Going from 5 to 9 divisions along each axis gives a k mesh almost six times as many points, so the error might be expected to shrink about sixfold. For this rhodium crystal the energy error shrinks about twenty-five times. The pressure error shrinks even more, and then stops improving in any orderly way. The simple expectation still has a use: for the energy it has the form of a ceiling on the error, and two cheap calculations give a first value for it.

Ansatz 0.2.0, all-electron LAPW calculations with the LDA functional, scalar-relativistic and without spin polarisation, for fcc rhodium at a fixed cubic cell edge of 3.806 Å. The Fermi-Dirac smearing width is 0.05 eV and the basis error target 0.5 meV/atom. Pressure is positive in compression, and the energy is the free energy less that of spherical, unpolarised free atoms.

```
  k mesh  pressure (GPa)  energy less free atoms (eV/atom)
   5x5x5          -8.995                            -8.556
   9x9x9         -11.757                            -8.699
14x14x14         -11.765                            -8.704
18x18x18         -11.801                            -8.705
25x25x25         -11.783                            -8.705
```

The k mesh is the grid of electron wave vectors over which the calculation sums. The energy is measured from free atoms that are spherical and without spin, so its absolute value should not be read as a measured cohesive energy. That reference is the same in every row and drops out of the differences used here. Errors below are relative to the 25x25x25 row, the densest mesh.

Between the first two rows the energy falls by 0.143 eV per atom, and over the rest of the table by only 0.006 eV more. The 5x5x5 mesh is plainly too coarse for a metal. It serves here as the lower member of a pair whose difference shows how strongly the crystal responds to its mesh.

A mesh with n divisions is equivalent to a crystal that closes on itself after n cells, like a ring. Each electron wave must fit around the ring a whole number of times, a condition that an endless crystal does not impose. The mesh error is the amount by which the electrons notice that the ring is closed. It therefore depends on how far an influence travels through the electrons, compared with the length of the ring.

In a metal that influence travels far. Electron states are filled up to the Fermi energy and empty above it, and the boundary between the two in wave-vector space is the Fermi surface. A sharp boundary in wave-vector space produces long ripples in real space, just as an abruptly cut signal contains many frequencies. The ripples change sign with distance, so a given ring length may meet a crest, a trough or a point near zero.

The strength of the ripples depends on how abrupt the boundary is. For the energy, what counts is how far a filled state lies below the Fermi energy. This quantity goes smoothly to zero at the Fermi surface and stays zero beyond it, which makes a kink and not a jump. Along one direction, the ripple from a kink fades as 1/n². In three dimensions only the small patches of Fermi surface that face along the ring add up in step, and this contributes another factor 1/n. The envelope of the energy error is then

energy error ≈ A / n³

where n is the number of divisions along each axis and A is a constant of the material and its cell. Since the mesh has n³ points, this is the expectation of the opening paragraph, now as the height of the ripples and not as the error itself.

The constant is set from the first two rows, on the assumption that both errors stand at full ripple height with the same sign, so that the energies differ by A/5³ − A/9³:

A = 0.143 eV / (1/125 − 1/729) ≈ 21.6 eV

For the 9x9x9 mesh the rule gives 21.6 eV / 729, or about 0.030 eV per atom. The computed error is 0.006 eV. This row helped to set A, but the dense mesh that defines its error did not.

The 14x14x14 mesh had no part in setting the constant. Here the rule gives 21.6 eV / 2744, or about 0.008 eV per atom, against a computed error of 0.001 eV. That last value is as small as the last digit of the table, so the ratio of the two is uncertain. The rule lies above the computed energy error in every row, and at 9x9x9 it is too high by a factor of five. Only the 9x9x9, 14x14x14 and 18x18x18 rows test this: the last row has no error by definition, and at 5x5x5 the excess equals that at 9x9x9 because these two rows set A.

The rule should therefore be used as an error bar and not as a correction. Subtracting the estimated 0.030 eV from the 9x9x9 energy would give −8.729 eV per atom, which is 0.024 eV too low. The uncorrected energy was closer. The height of a ripple does not tell where on the ripple a particular mesh lies.

Part of the overestimate may come from smearing. The calculation smears the occupation over an energy kT = 0.05 eV, so the Fermi surface is slightly blurred and its ripples die out sooner over long distances. Theory multiplies the envelope by

x / sinh x, with x = π kT L / (ħv)

where L is the length of the ring, n times the distance between neighbouring atoms, and ħv is the slope of the energy bands at the Fermi surface. A rough slope of 1.8 eV Å, taken from the width of one band that crosses the Fermi energy, lowers the estimate at 9x9x9 from 0.030 to 0.018 eV. This is nearer to the computed value, though still three times too high. Another band that crosses the Fermi energy is more than three times as wide, and the steeper slope estimated from it would hardly lower the value at all. Five meshes cannot settle how much of the excess is due to smearing, to the sign changes of the ripples or to a first mesh too coarse for the law.

Smearing also tells when to stop refining. It lowers the energy itself by about 0.006 eV per atom, estimated as half the entropy term of the densest run, and a finer mesh does not remove this shift. From 14x14x14 on, the mesh error is smaller than that. A more accurate energy would then need a correction for the smearing or a smaller width, and a smaller width in turn calls for a denser mesh.

The pressure is expected to follow a harsher law. It measures how the energy changes when the crystal is squeezed, and a state at the Fermi surface generally contributes to that change with a finite amount. The contribution ends abruptly where the filled states end, so the kink becomes a jump and the envelope falls only as 1/n². The first two rows give a constant of about 100 GPa:

pressure error ≈ 100 GPa / n²

At 9x9x9 this allows an error of 1.2 GPa, while the computed one is 0.03 GPa. The ceiling holds in every row, but from 9x9x9 on it is far too high to serve as an estimate. Smearing damps these ripples too, this mesh may happen to lie near a zero of the oscillation, and the very coarse first mesh may have set the constant too high. The table does not decide between these causes.

Setting the constant from the next pair of rows shows the opposite danger. The pressures at 9x9x9 and 14x14x14 differ by only 0.008 GPa, and the same 1/n² law would then leave an error of 0.006 GPa at the denser mesh. The computed error is 0.018 GPa, three times as large. These small figures are only indicative: the two densest meshes still differ by 0.018 GPa, and the 9x9x9 run has a slightly smaller basis than the denser ones, with an unknown effect on the pressure. Two meshes can agree because their errors happen to be similar, and a small difference between them is then no proof of convergence. For the pressure, a third mesh is worth its cost.

What such errors mean in practice can be judged from the stiffness of the metal. With a bulk modulus of roughly 300 GPa, a recalled value, the 2.8 GPa error of the 5x5x5 mesh corresponds to about 0.3 per cent in the edge of the cell. The pressure of −11.8 GPa that remains on the densest mesh is of another kind. It shows that the fixed cell is larger than this density functional prefers, by about 1.3 per cent along each edge on the same rough reckoning.

Turned around, the energy rule tells which mesh to choose. An error below 0.010 eV per atom asks for n = (21.6/0.010)^(1/3), or 13 divisions, while the table already reaches that accuracy with 9. For 0.001 eV the rule asks for 28 divisions, where 14 bring the error to about that size. The advice is safe for the energies in this table, at the price of a mesh up to twice as fine as necessary along each axis.

For a neighbouring case, the ring picture says what to keep fixed. The length of the ring matters, not the number of divisions, so a cell twice as long in one direction needs about half as many divisions along it. An insulator has no Fermi surface, and once the ring is long enough its error fades faster than any of these powers. For another metal the constant has to be set anew from two meshes, and a third is needed to see whether the first two agreed by chance. The analysis printed below compares the rules with every row.

The analysis program printed:

```
Energy error in meV per atom:
       row  computed  bare rule  rule with smearing
     5x5x5       149      172.6               160.8
     9x9x9         6      29.59               17.85
  14x14x14         1      7.862               2.257
  18x18x18         0      3.699              0.5345
  25x25x25         0      1.381             0.05378
Pressure error in GPa:
       row  computed  bare rule
     5x5x5     2.788      3.995
     9x9x9     0.026      1.233
  14x14x14     0.018     0.5096
  18x18x18    -0.018     0.3083
  25x25x25         0     0.1598
Energy drop from 5x5x5 to 9x9x9 in eV per atom: 0.143
Constant A of the energy rule in eV: 21.57
Constant B of the pressure rule in GPa: 99.88
Bare energy rule over computed error at 9x9x9: 4.932
Energy rule with smearing over computed error at 9x9x9: 2.975
Energy extrapolated from the first two rows by the bare rule in eV per atom: -8.729
Miss of that extrapolation in meV per atom: -23.59
Divisions asked by the bare rule for 10 meV: 12.92
Divisions asked by the bare rule for 1 meV: 27.84
Energy error left at 14x14x14 by the rule from the second pair in meV: 1.809
Pressure error left at 14x14x14 by the rule from the second pair in GPa: 0.005635
Energy shift by smearing at 25x25x25 (half the entropy term) in meV: 5.577
Lattice edge error from the 5x5x5 pressure error in percent (rough): 0.3098
Excess of the fixed edge over the LDA edge in percent (rough): 1.309
```
